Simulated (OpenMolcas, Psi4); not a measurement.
A ladder of methods for CH5FOSi (SMILES CO[SiH2]F)

CH5FOSi: 9 atoms, total charge 0, spin state singlet. SMILES: `CO[SiH2]F`. Geometry: relaxed at PBE0-D4/def2-TZVP. This is one conformer, not always the lowest.

```
atom    x (Å)    y (Å)    z (Å)
   C  -0.2802   1.1507  -0.6884
   O  -0.7436  -0.0642  -0.1380
  Si   0.1689  -1.1277   0.6799
   F   1.2020  -1.8652  -0.2901
   H   0.1896   0.9790  -1.6608
   H  -1.1359   1.8136  -0.8230
   H   0.4434   1.6435  -0.0290
   H  -0.7482  -2.1417   1.2319
   H   0.9924  -0.4342   1.7003
```

Quantity: the dipole moment, in D. The values are calculated.

| level | kind | program | value (D) | CPU time |
| --- | --- | --- | --- | --- |
| BLYP/def2-SVP | GGA | OpenMolcas | 1.54 | 41 s |
| revPBE/def2-SVP | GGA | OpenMolcas | 1.54 | 42 s |
| M06-L/def2-SVP | meta-GGA | OpenMolcas | 1.62 | 54 s |
| r2SCAN/def2-SVP | meta-GGA | OpenMolcas | 1.64 | 55 s |
| B3LYP/def2-SVP | global hybrid | OpenMolcas | 1.63 | 46 s |
| BHLYP/def2-SVP | global hybrid | OpenMolcas | 1.74 | 51 s |
| M06-2X/def2-SVP | hybrid meta-GGA | OpenMolcas | 1.69 | 56 s |
| CAM-B3LYP/def2-SVP (density fitting) | range-separated hybrid | Psi4 | 1.66 | 9.6 s |

The values span 1.54 to 1.74 D. Magnitudes only. CPU times are rough (shared hosts, several kinds of processor): they show what a rung costs within a factor of a few.

All eight levels describe a clearly polar molecule, and the choice of functional changes the size of the dipole only modestly. The polarity comes from electropositive silicon bonded to fluorine and oxygen, but the total is a vector sum in which the C–O and hydridic Si–H bonds also take part, so it does not measure the Si–F bond alone.

Along the related series BLYP, B3LYP and BHLYP the dipole rises from 1.54 through 1.63 to 1.74 D as the share of exact exchange grows, probably because exact exchange curbs excessive delocalisation of fluorine and oxygen density back towards silicon. That share does not order the whole table, however: M06-L and r2SCAN contain none yet lie close to B3LYP, and M06-2X falls below BHLYP despite its large fraction. The semilocal form therefore matters as well. Agreement among the functionals says little about the absolute error, since all share a small basis without diffuse functions, to which dipole moments are sensitive.
